What makes a wavefunction method accurate for the atomization energy of SiH₃ is that its energy errors in the molecule and in the silicon atom match. Closeness to the right energy of the molecule alone is not enough. UCCSD(T) and MRCISD+Q place the molecule almost equally high above the reference energy, by 2.3 and 2.7 kJ/mol. Yet the first misses the atomization energy by 0.2 kJ/mol and the second by 5.

Atomization energy (atoms minus molecule) of the neutral SiH₃ radical, a doublet, computed with Ansatz 0.2.0 at the levels listed, in the cc-pVTZ basis and at the PBE0/def2-TZVP geometry. Cores are frozen in the correlation treatment, and the valence space of the molecule holds 7 electrons in 7 orbitals. Zero-point and spin-orbit terms are left out.

```
           level  this level less the reference (UCCSDT(Q), same basis) (kJ/mol)
             RHF                                                         -175.80
             UHF                                                         -182.70
            RMP2                                                          -24.70
            UMP2                                                          -24.03
           RCCSD                                                           -2.52
           UCCSD                                                           -2.96
        RCCSD(T)                                                           -0.11
        UCCSD(T)                                                           -0.17
         BCCD(T)                                                           -0.03
          RCCSDT                                                           -0.01
          UCCSDT                                                           -0.07
       RCCSDT(Q)                                                            0.04
  CASSCF valence                                                          -98.12
  NEVPT2 valence                                                          -43.22
  MRCISD valence                                                           -8.70
MRCISD+Q valence                                                           -4.95
             PBE                                                           -2.06
          r2SCAN                                                           27.14
            PBE0                                                            1.54
           B3LYP                                                           21.90
         r2SCAN0                                                           23.40
         wB97X-V                                                           26.43
         wB97M-V                                                           16.27
          B2PLYP                                                           10.33
         RPA-PBE                                                          -24.25
```

A negative entry means that the level binds the molecule too weakly compared with the reference. R and U stand for restricted and unrestricted open-shell orbitals, and HF for Hartree-Fock, which treats each electron in the mean field of the others. MP2 adds correlation, the mutual avoidance of electrons, to second order. CCSD treats single and double excitations by coupled cluster, and (T) adds triple excitations by perturbation theory.

Along this ladder the unrestricted error shrinks from 183 kJ/mol through 24 and 3 to 0.2. The tempting explanation is that each step describes the molecule better, and that the error of the atomization energy is simply what is still wrong with the molecule. A second explanation says that each level loses the same percentage of the correlation energy in molecule and atom. A third says that the two losses have to be compared level by level, because neither follows from the other.

All three can be written in the same terms. Let M be the height of a level's energy for SiH₃ above the reference energy of SiH₃, and S the same height for the silicon atom. A hydrogen atom has one electron and therefore no correlation energy, so it drops out for the wavefunction levels. The atomization energy is the energy of the atoms less that of the molecule, which gives

error = S − M

This is an identity and explains nothing by itself. M comes from the total energies of the molecule in the same calculations, and S then follows from M and the error in the table. The explanations differ in what they say about S.

Three limiting cases show what is at stake. If a level were perfect for the atom, S would be zero and the error would be −M, which is the tempting explanation. If a level had no correlation at all, the error would be the whole contribution of correlation to binding. If M and S were equal, the error would vanish, however large each of them was.

The last case has a physical counterpart. When the three hydrogen atoms are pulled far away, SiH₃ becomes a silicon atom and three atoms without correlation. Unrestricted MP2 and coupled cluster treat separate parts independently, so there M equals S and the error is zero. At the real geometry the error therefore measures how the loss changes when the bonds form, and a loss that silicon carries unchanged into the molecule does no harm.

Hartree-Fock is the limit without correlation. Its unrestricted form lies 386 kJ/mol above the reference in the molecule and 204 kJ/mol above it in the silicon atom. The difference is about a fifth of the atomization energy. Bonding thus nearly doubles the correlation energy, and Hartree-Fock misses that gain.

The reason is the number of electron pairs that share a region of space. The silicon atom has one such valence pair, in 3s, and two 3p electrons of parallel spin, which the Pauli principle already keeps apart. SiH₃ has three bond pairs and one single electron. The count gives the direction of the effect but not its size, since electrons in different pairs also avoid each other. By the same count Hartree-Fock should underbind SiH₄, with four bond pairs, by more than SiH₃.

Most of this gain is ordinary dynamic correlation, and SiH₃ is not a molecule that needs several determinants of similar weight. In the full valence space the natural orbitals hold nearly two electrons, one electron, or at most 0.03. CASSCF, which mixes all arrangements of the valence electrons in that space, still removes only 44% of the RHF error, whereas RMP2 removes 86%. CASSCF leaves out most of the short-range avoidance, so its large remaining error is no sign of a difficult bond.

The tempting explanation fails first on size. UMP2 lies 80 kJ/mol too high in the molecule but errs by only 24 kJ/mol in the atomization energy. For UCCSD the two numbers are 11 and 3. Most of what these levels lose in the molecule they also lose in the atom.

It also fails on direction, as the two Hartree-Fock rows show. UHF gives the molecule an energy 4 kJ/mol lower than RHF, and so a better one, yet its atomization error is 7 kJ/mol larger. The silicon atom has gained 11 kJ/mol, more than the molecule. Theory offers a reason: unrestricted orbitals let unpaired electrons polarise the paired ones, and silicon has two unpaired electrons where SiH₃ has one.

The second explanation is more serious, because it allows for the loss in the atom. If a level loses the fraction f of the correlation energy in both places, both heights are f times their UHF values, and so is the error:

f = M / M(UHF)
error ≈ f × error(UHF)

For UCCSD this gives

f = 11.49 / 386.2 = 0.030
error ≈ 0.030 × (−182.7 kJ/mol) = −5.4 kJ/mol

The table has −3.0 kJ/mol. No constant was fitted; the UHF row only sets the scale and is reproduced by construction.

The estimate is thus closer than −M, which would be −11 kJ/mol, but still almost twice too large. For UMP2 it gives −38 kJ/mol instead of −24. For MRCISD, which adds single and double excitations to the CASSCF function, it comes within 1 kJ/mol of the table. Here the shares lost are close, 4.3% in the molecule and 3.9% in the atom. The larger loss on the side with more electrons is what one expects of truncated configuration interaction. An equal percentage is therefore a rough guide to the size of the larger errors.

It breaks down where accuracy matters most. For UCCSD(T) the estimate is −1.1 kJ/mol, about six times the error in the table. The level does better than its quality in the molecule would suggest, because it lies 2.1 kJ/mol too high in the silicon atom as well. What looks like an accuracy of 0.2 kJ/mol is the difference of two losses that are each ten times larger.

The unrestricted coupled-cluster rows and UMP2 have a feature in common here. Each loses a larger percentage of the correlation energy in the silicon atom than in the molecule. For UCCSD the shares are 4.2% and 3.0%. The correlation energy that bonding adds is captured better still, with a loss of only 2.96 / 182.7, or 1.6%. This is why an equal percentage overestimates the error of these levels.

MRCISD+Q shows the opposite case. The +Q stands for the Davidson correction, an estimate of the energy of higher excitations that MRCISD leaves out. It lowers the molecule by 14 kJ/mol and almost brings it to the reference. It also lowers the silicon atom by 10 kJ/mol, although only 8 were needed, so the atom ends below its reference energy. The molecule is now slightly too high and the atom slightly too low, and in S − M the two errors add.

A limiting case makes such an overshoot plausible. For two electrons, single and double excitations are already everything, and a correction for higher ones should be zero, but the Davidson formula still gives a finite lowering. Silicon with four valence electrons is nearer to this limit than SiH₃ with seven. The sizes point the same way. Measured against the correlation energy that MRCISD gains over CASSCF, the correction adds 5.9% in the atom and 5.3% in the molecule, whereas 4.6% and 6.4% were needed. The MRCISD used here is also internally contracted, which is expected to account for part of both gaps and which the correction is not meant to repair. The numbers do not prove the cause. They do show that a correction can repair the molecule and leave most of the atomization error in place: the error falls only from 8.7 to 5.0 kJ/mol.

The numbers therefore decide for the third explanation. Quality in the molecule sets a rough scale and an equal percentage refines it, but the final error depends on how the level treats this particular atom beside this particular molecule.

The density functionals call for the same care, now on the side of the reference. Except for PBE, all the ordinary functionals and the double hybrid B2PLYP bind more strongly than the reference, r2SCAN by 27 kJ/mol. But correlated wavefunctions converge slowly with the basis set, and in this basis the reference itself is expected to bind too weakly. Correlation adds 183 kJ/mol to the binding here, so missing a further tenth of that, a size assumed only for illustration, would already cost 18 kJ/mol. Ordinary functionals converge much faster in this respect, although they too are expected to lose some binding because cc-pVTZ has no tight d function on silicon. A large part of their apparent overbinding therefore probably belongs to the reference. For the same reason the small errors of PBE and PBE0 are no proof of accuracy, and the column should not be used to rank functionals.

SiH₃ is one of the radicals from which silicon films for thin-film transistors grow when silane is decomposed in a plasma. Models of that growth need reaction energies, which are again differences between two sides. The errors in the table do not carry over directly, because most of these reactions turn one silicon hydride into another and involve no free silicon atom. The way of checking does carry over: a level should be judged by its errors on both sides of the reaction, and a lower total energy on one side is not by itself an improvement.

What remains open is why MP2 and coupled cluster lose a larger share of the correlation energy in the free silicon atom than in SiH₃. The good result of CCSD(T) rests partly on that difference, and the energies alone do not prove its origin. The expected candidate is the empty 3p orbital of the atom. The 3s pair can move into it at low cost, so one double excitation should carry unusual weight, which low-order treatments built on one determinant handle less well. In SiH₃ no valence orbital of silicon is left empty, and the largest double amplitude is only 0.03.
